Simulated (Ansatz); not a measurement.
## Ga2Pt: the change of energy above lowest point with volume scale

Results calculated with Ansatz 0.2.0, not measured. Free energy against uniform scaling of the volume at fixed shape and fractions; periodic cell, basis, potentials, k mesh and filling as listed.

The cell before it is scaled or strained (space group Fm-3m, No. 225):
```
Ga2Pt
1.0
      0.0000     2.9555     2.9555
      2.9555     0.0000     2.9555
      2.9555     2.9555     0.0000
Ga Pt
2 1
Direct
  0.25000 0.25000 0.25000
  0.75000 0.75000 0.75000
  0.00000 0.00000 0.00000
```

Settings of every row: functional r2SCAN; dispersion D3(BJ); potentials PAW; wave cutoff 600 eV; density cutoff 2400 eV; k mesh 9x9x9; k shift 0x0x0; occupations cold; smearing width 0.1 eV; spin none.

Limits: coarse k mesh, up to 40 meV an atom off; dispersion damping borrowed; no spin-orbit coupling, which can matter with elements this heavy.

```
row  volume scale  V (Å³/atom)  energy above lowest point (meV/atom)
  1          0.88       15.146                                 132.8
  2          0.92       15.834                                     ?
  3          0.96       16.522                                  10.8
  4             1       17.211                                     0
  5          1.04       17.899                                    13
  6          1.08       18.588                                  44.4
  7          1.12       19.276                                  89.9
```

Question: what energy above lowest point should row 2 give?

Worked fit of energy above lowest point. Take u = (V_r/V)^(2/3) − 1 with V_r = 17.555 Å³ an atom, which is twice the finite (Eulerian) strain; such expansions in the strain, on which the Birch-Murnaghan equation of state is built, carry the rest volume and the bulk modulus. The shown rows have u = 0.10341, 0.04126, 0.01328, -0.01285, -0.0374, -0.06044. Least squares give energy above lowest point = 3.92 − 504.94 × u + 15831.1 × u² + 10679 × u³ meV/atom; a parabola predicts inner rows, each left out in turn, worse (root mean square 1.7 against 0.046 meV/atom). All shown rows lie on it to the printed digit. Its lowest point lies at u = 0.0157, or V = 17.15 Å³ an atom, and the curvature there gives the bulk modulus at fixed shape and fractions, B = (4/9)(1 + u)² E″(u)/V = 140 GPa. The withheld row has u = 0.07121, so the fit gives 3.92 − 504.94 × (0.07121) + 15831.1 × (0.07121)² + 10679 × (0.07121)³ = 52.1 meV/atom.

The calculation gave 52.2 meV/atom. The fit lies 0.1 meV/atom (0.075 % of the column's range) below it, one unit of the last digit.
